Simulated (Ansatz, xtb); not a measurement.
**C2H5B−: which of two isomers lies lower**

Structure a is the doublet with the links of `[BH3-][C]=C` and structure b is the doublet with the links of `[CH2][BH-]=C`. Both are isolated ions in the gas phase, relaxed with PBE0-D3(BJ)/def2-SVPD; the shapes shown needn't be the lowest conformers.

a (Å):

```xyz
8

C    -1.1175    1.2009    1.7394
C    -1.8150    0.3514    1.0021
B    -0.0297    2.3196    1.9198
H     0.8717    1.9388    2.6861
H     0.4797    2.5899    0.8050
H    -0.5348    3.3547    2.3868
H    -1.6646    0.2686   -0.0942
H    -2.5836   -0.3259    1.4110
```

b (Å):

| atom | x (Å) | y (Å) | z (Å) |
| --- | --- | --- | --- |
| C | -0.4757 | 2.7025 | 1.8609 |
| C | -0.7748 | 0.2390 | 0.9633 |
| B | -1.2603 | 1.4213 | 1.7596 |
| H | -0.7906 | 3.5895 | 2.4296 |
| H | -2.3456 | 1.3367 | 2.3535 |
| H | 0.4946 | 2.8398 | 1.3568 |
| H | 0.1804 | 0.2518 | 0.4138 |
| H | -1.3131 | -0.7144 | 0.8615 |

Quicker runs give these differences E(b) − E(a): GFN2-xTB +0.031 eV; HF/STO-3G −0.055 eV (at GFN2-xTB geometries); r2SCAN-D4/def2-SVPD −0.674 eV (at GFN2-xTB geometries).

Problem. Estimate E(b) − E(a) at the level CCSD(T)/def2-SVPD.

Solution. Calculated at CCSD(T)/def2-SVPD: E(b) − E(a) = −0.648 eV, so structure b lies lower.

How the difference moves with the method:

```csv
level,geometry,E(b) − E(a) (eV),departure from the last row (eV),"job, with rough time for the two"
GFN2-xTB,GFN2-xTB,+0.031,+0.679,"optimisation, 0.56 s"
HF/STO-3G,GFN2-xTB,−0.055,+0.593,"single point, 1.2 s"
r2SCAN-D4/def2-SVPD,GFN2-xTB,−0.674,−0.026,"single point, 11 s"
PBE0-D3(BJ)/def2-SVPD,PBE0-D3(BJ)/def2-SVPD,−0.612,+0.036,"optimisation, 2.7 min"
HF/def2-SVPD,PBE0-D3(BJ)/def2-SVPD,−0.550,+0.098,part of the CCSD(T) run
MP2/def2-SVPD,PBE0-D3(BJ)/def2-SVPD,−0.692,−0.044,part of the CCSD(T) run
CCSD(T)/def2-SVPD,PBE0-D3(BJ)/def2-SVPD,−0.648,,"single point, 40 s"
```

As drawn, b has 1 C=B, 2 C–H in place of 1 C=C, 2 B–H.

GFN2-xTB puts the two in the other order. The largest departure from CCSD(T)/def2-SVPD is that of GFN2-xTB, 0.679 eV. MP2 in a larger basis moves the difference by −0.031 eV, a step that isn't added because spin contamination makes open-shell MP2 unreliable in this search.

With harmonic frequencies from PBE0-D3(BJ)/def2-SVPD (ideal gas, rigid rotor, one conformer each, 298.15 K, 1 atm): on the last row, ΔE + ΔZPE = −0.543, ΔH = −0.556, ΔG = −0.510 eV.

Open shells are spin-unrestricted, with notable spin contamination under HF/STO-3G, HF/def2-SVPD, MP2/def2-SVPD, CCSD(T)/def2-SVPD. The correlated steps freeze 3 core orbitals. Codes used: Ansatz 0.2.0, xtb 6.7.1; the last row on 2 threads of Intel(R) Xeon(R) Processor @ 2.50GHz (Skylake/Cascade Lake) on a shared host.

Structure b lies clearly below a, and the thermal corrections narrow the gap without closing it. The two B–C distances in b are equal, so the drawn single and double bonds are really one delocalised system. With B− isoelectronic with carbon, b is a counterpart of the allyl radical, with three π electrons over C–B–C, whereas a corresponds to the 2-propenyl radical, whose unpaired electron sits in an in-plane σ orbital with little π delocalisation. This allylic stabilisation, together with the exchange of two B–H bonds for stronger C–H bonds, probably outweighs the loss of the C=C bond. The stiffer C–H vibrations also suggest why zero-point energy favours a.

Hartree–Fock in the larger basis already gives most of the preference, so correlation is not its main source. The near-degeneracy in STO-3G probably reflects a minimal basis too rigid for an anion, though the geometry changes as well. The energies don't show whether either anion is bound against electron loss.
